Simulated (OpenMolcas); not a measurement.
# A ladder of methods for C2H5NSi (SMILES C[SiH2]C#N)

C2H5NSi: 9 atoms, total charge 0, spin state singlet. As SMILES, `C[SiH2]C#N`. The coordinates come from a PBE0-D4/def2-TZVP relaxation.

Quantity: the vertical energy of the triplet above the singlet, in eV. The values are calculated.

| level | kind | program | value (eV) | less CCSD(T)/cc-pVDZ | CPU time (all runs) |
| --- | --- | --- | --- | --- | --- |
| SVWN5/cc-pVDZ | LDA | OpenMolcas | 6.39 | -0.13 | 2.3 min |
| PBE/cc-pVDZ | GGA | OpenMolcas | 6.20 | -0.32 | 3.4 min |
| revPBE/cc-pVDZ | GGA | OpenMolcas | 6.17 | -0.35 | 2.6 min |
| M06-L/cc-pVDZ | meta-GGA | OpenMolcas | 6.19 | -0.33 | 4.1 min |
| r2SCAN/cc-pVDZ | meta-GGA | OpenMolcas | 6.05 | -0.47 | 4 min |
| B3LYP/cc-pVDZ | global hybrid | OpenMolcas | 6.22 | -0.30 | 4.1 min |
| PBE0/cc-pVDZ | global hybrid | OpenMolcas | 6.12 | -0.40 | 4.6 min |
| CCSD(T)/cc-pVDZ, open shells restricted | coupled cluster or CI | OpenMolcas | 6.52 | 0.00 | 2.6 min |

CCSD(T)/cc-pVDZ, open shells restricted is the highest level here, not the true value. The values span 6.05 to 6.52 eV. CPU times are rough (shared hosts, several kinds of processor): they show what a rung costs within a factor of a few.

Every density functional places the vertical triplet below the CCSD(T) value of 6.52 eV, but the shortfall doesn't shrink steadily from one class of functional to the next. SVWN5 comes closest at 6.39 eV and r2SCAN lies furthest away at 6.05 eV, while the two hybrids fall within the range of the semilocal functionals. The close LDA result probably reflects error cancellation and is no sign that LDA describes the excited state better.

The large gap is what a nitrile should show. The lowest triplet is probably a π→π* excitation of the C≡N group, which weakens a strong, compact π bond; the saturated silyl centre offers no conjugation that would lower the energy substantially, although Si–C and Si–H σ* orbitals can mix into the π* level. The agreement on a high-lying triplet is therefore firmer than any ranking of the functionals. Since a nitrile triplet tends to bend and lengthen its CN bond, the vertical values don't give the adiabatic triplet energy, which should be lower.
